Q: I opened a layered gallium chalcogenide in the calculation by moving its layers apart at one plane and leaving everything else rigid. I expected the pull between the faces to be strongest at the start and then to fade. Instead there is almost no pull at first, and it peaks only between a quarter and half an ångström.

Ga2SeS (P-3m1, 8 atoms per cell) is opened rigidly from its relaxed cell at one (001) plane between sulfur faces, using Ansatz 0.2.0 (PBEsol, plane-wave PAW, scalar-relativistic, no spin polarisation). The runs use a 420 eV cutoff, an 8×8×2 k mesh and 0.05 eV Gaussian smearing. Separation energy is per area of the cut, and positive traction pulls the faces together.

```
opening (Å)  separation energy (mJ/m²)  traction (GPa (slope of the separation energy))  gap on mesh (eV)
       -0.3                       8.90                                          -0.7700             1.311
      -0.15                       1.50                                          -0.2600             1.371
          0                       0.00                                           0.0200             1.429
       0.25                       3.40                                           0.2100             1.516
        0.5                       8.90                                           0.2200             1.590
       0.75                      13.80                                           0.1700             1.652
          1                      17.40                                           0.1200             1.693
        1.5                      21.90                                           0.0600             1.749
          2                      24.10                                           0.0300             1.785
          3                      26.00                                           0.0100             1.824
        4.5                      26.60                                           0.0000             1.843
          6                      26.70                                           0.0000             1.848
```

A: Begin with what is being separated. The cut runs between two planes of sulfur that are more than 3 Å apart from the start, while a sulfur–sulfur bond would be only about 2 Å long, so no chemical bond is broken. Each sulfur is bonded to three gallium atoms in its own layer and turns a filled lone pair towards the gap. Composition and symmetry then imply layers stacked S–Ga–Ga–Se, with the next contact, selenium against selenium, staying closed. What you isolate at large opening is a pair of layers, not a single one.

Q: And two faces with filled shells attract each other only weakly?

A: They attract weakly and repel steeply. When two filled lone pairs overlap, they form a lower and an upper combination, and both are occupied. The upper one rises slightly more than the lower one falls, which is the ordinary repulsion of closed shells. Against it stands an attraction that a functional like PBEsol finds where the electron densities of the two faces overlap. Both need overlap, so both fade roughly exponentially, but the repulsion fades sooner.

Q: How does that put the strongest pull a few tenths of an ångström out?

A: At equilibrium the two forces cancel, which is why the traction there is practically zero. Open the crystal a little and the repulsion dies first, so the net pull grows although the attraction itself is already shrinking. Once the repulsion has nearly gone, the pull can only follow the attraction down. The maximum lies in between, where both forces shrink equally fast. The rows at 0.25 and 0.5 Å have almost the same traction, so the peak falls between them. On the other side of equilibrium the repulsion wins quickly: closing the gap by 0.3 Å costs 8.9 mJ/m², as much as opening it by 0.5 Å.

Q: Can I see in the numbers that only one exponential is left beyond the peak?

A: Nearly. Call the opening x, the separation energy E, its final value W and the decay rate s. If a single exponential remains, then

W − E = A exp(−s x)

and the traction, being the slope of E, is

traction = dE/dx = s (W − E).

A fit to the energies from 0.5 Å outwards gives s = 1.30 per Å. Take the row at 1 Å, which was part of that fit. The energy still to be paid is 26.7 − 17.4 = 9.3 mJ/m², so the traction should be 1.30 × 9.3 = 12.1 mJ/m² per Å. One such unit is 0.01 GPa, which makes 0.12 GPa, the value in the table. So close to the peak some repulsion must still act at 0.5 Å, where the formula gives 0.23 GPa against 0.22. Read s as the rate of the net curve, not strictly that of the attraction alone.

Q: But the traction is only the slope of the same energies.

A: So the agreement confirms the shape of the curve; it is not independent evidence for the cause. The failure of the formula tells you more. Carried inwards to zero opening, it predicts a pull of 0.44 GPa where the calculation has almost none. Something of shorter range must cancel the attraction there, and closed-shell repulsion is the standard explanation.

Q: Would the universal binding curve, with its single length, do as well?

A: It covers all the rows, the compressed ones included, and puts the peak traction at 0.217 GPa, very close to the calculated 0.22 GPa. Its weakness is the shape: it is too low at 0.5 Å and too high at 2 Å. One length has to serve both the steep repulsion and the slower attraction. It is a good summary of the whole curve, while the exponential shows better what is left once the faces are apart. The printed output after this text compares the two row by row.

Q: Now the gap. It widens in every step and takes no notice of the equilibrium position. Why does it not turn round where the energy does?

A: Because the gap feels the coupling between the layers in a simpler way. The two layers facing the cut are equivalent by symmetry, so their levels match and split in direct proportion to the coupling. Among the filled levels, the upper partner pushes the valence edge up. Among the empty ones, the lower partner pulls the conduction edge down. Both shifts narrow the gap, and in this picture nothing opposes them, so no minimum appears.

Q: Yet the selenium contact also couples the layers, and that one never opens.

A: Treat the stack as a chain with one level per layer and two alternating couplings, t₁ across selenium and t₂ across sulfur. At the band edge the two add:

edge shift = |t₁| + |t₂|.

Opening the sulfur contact removes |t₂| and leaves |t₁| alone. If both band edges lose their coupling at similar rates, the gap should approach its final value roughly as one exponential, through equilibrium and into compression. A fit to all rows follows the gap to within about 0.01 eV, with a decay rate of 0.94 per Å. It does so well at wide openings and less well close in: in the first step the model gains 0.48 eV per Å and the calculation only 0.40, so one exponential is a rough account of the inner rows. The final 1.85 eV thus belongs to a pair of layers still coupled through selenium.

Q: Why is the gap still moving when the energy has almost settled?

A: The gap has the longer tail. At 2 Å about 10 % of the separation energy is still to come, but 15 % of the gap change. The likely reason is that the gap follows the coupling itself. That coupling is carried by the tails of the band-edge states, and the empty states are less tightly bound and reach further out, though the gap alone does not tell which edge moves more. In the total energy the direct splitting of filled levels largely cancels, because both partners are occupied.

Q: One thing is not smooth. Between 0.5 and 0.75 Å the gap gains 0.25 eV per Å, and in the next step only 0.16.

A: The smooth model slows down there too, but only from about 0.22 to 0.17. My guess is that a band edge moves to another k point of the mesh. The gap is the smallest of several candidate gaps, so when a slower-growing one becomes the smallest, the curve bends abruptly. The single decay rate fitted above would then blend two different gaps. The mesh can also miss the true band edges, which may lie between its points. The band edges at each k point would settle it.

Q: Could a process engineer use 26.7 mJ/m² as the cost of peeling the crystal?

A: No. That is about 1.7 meV/Å², while layered crystals typically need something like 20. PBEsol lacks the long-range dispersion attraction that mostly holds such layers together. The same scan with dispersion included would give a deeper well and a tail that fades as a power of distance, not exponentially. The gap, too, is too small at this level of theory, so the direction of its change is safer than its value.

Q: And if I cut silicon in the same way?

A: Then you would break electron pairs. The cost would be far higher, and the half-filled orbitals left on the faces would put states into the gap instead of widening it. So ask first what faces the cut: neutral layers with filled shells, as here, separate cheaply and the band gap can widen, while broken covalent bonds cost much more and tend to leave states in the gap.

Output of the analysis:

```
fit of separation_energy on 8 rows (opening >= 0.5): constant 26.69 +/- 0.021, coefficient of exp(-s*opening) -34.15 +/- 0.081, s 1.302; rms 0.0332, worst 2.0 0.0647, leave-one-out rms 0.0486
  rows outside the fit (model, value, miss): -0.3 -23.78, 8.9, -32.7; -0.15 -14.82, 1.5, -16.3; 0.0 -7.458, 0, -7.46; 0.25 2.03, 3.4, -1.37
fit of separation_energy on 12 rows: coefficient of 1-(1+opening/s)*exp(-opening/s) 26.36 +/- 0.21, s 0.4467; rms 0.454, worst 0.5 -0.78, leave-one-out rms 0.565
fit of gap_on_mesh on 12 rows: constant 1.85 +/- 0.0024, coefficient of exp(-s*opening) -0.4133 +/- 0.0036, s 0.9375; rms 0.00471, worst -0.3 -0.0088, leave-one-out rms 0.00746
Models and what is left to the separated limit:
    row  energy left %  gap change left %  exponential tail mJ/m2  universal relation mJ/m2  traction from tail GPa  gap model eV  gap gain since row above eV/A
   -0.3          66.67              128.2                  -23.78                     9.417                  0.6571         1.302                            n/a
  -0.15          94.38              113.8                  -14.82                     1.865                  0.5406         1.374                            0.4
    0.0            100                100                  -7.458                         0                  0.4446         1.436                         0.3867
   0.25          87.27              79.24                    2.03                     2.868                  0.3211         1.523                          0.348
    0.5          66.67              61.58                   8.882                      8.12                  0.2319         1.591                          0.296
   0.75          48.31              46.78                   13.83                     13.19                  0.1675         1.645                          0.248
    1.0          34.83              36.99                    17.4                     17.26                  0.1209         1.688                          0.164
    1.5          17.98              23.63                   21.85                     22.36                 0.06306         1.748                          0.112
    2.0          9.738              15.04                   24.16                     24.72                 0.03289         1.786                          0.072
    3.0          2.622              5.728                      26                     26.11                0.008944         1.825                          0.039
    4.5         0.3745              1.193                   26.59                     26.35                0.001269         1.844                        0.01267
    6.0              0                  0                   26.68                     26.36               0.0001799         1.848                       0.003333
Separation energy at the widest opening in meV per square angstrom: 1.666
Same as a percentage of a rough typical 20 meV per square angstrom: 8.332
Peak traction from the universal relation in GPa: 0.2171
Gap rise from zero to widest opening in eV: 0.419
Gap loss on closing by 0.3 angstrom in eV: 0.118
Length over which the energy tail falls to 1/e in angstrom: 0.768
Length over which the gap change falls to 1/e in angstrom: 1.067
Rough wave-function decay rate for a state 6 eV below vacuum per angstrom: 1.255
Rough wave-function decay rate for a state 4 eV below vacuum per angstrom: 1.025
```
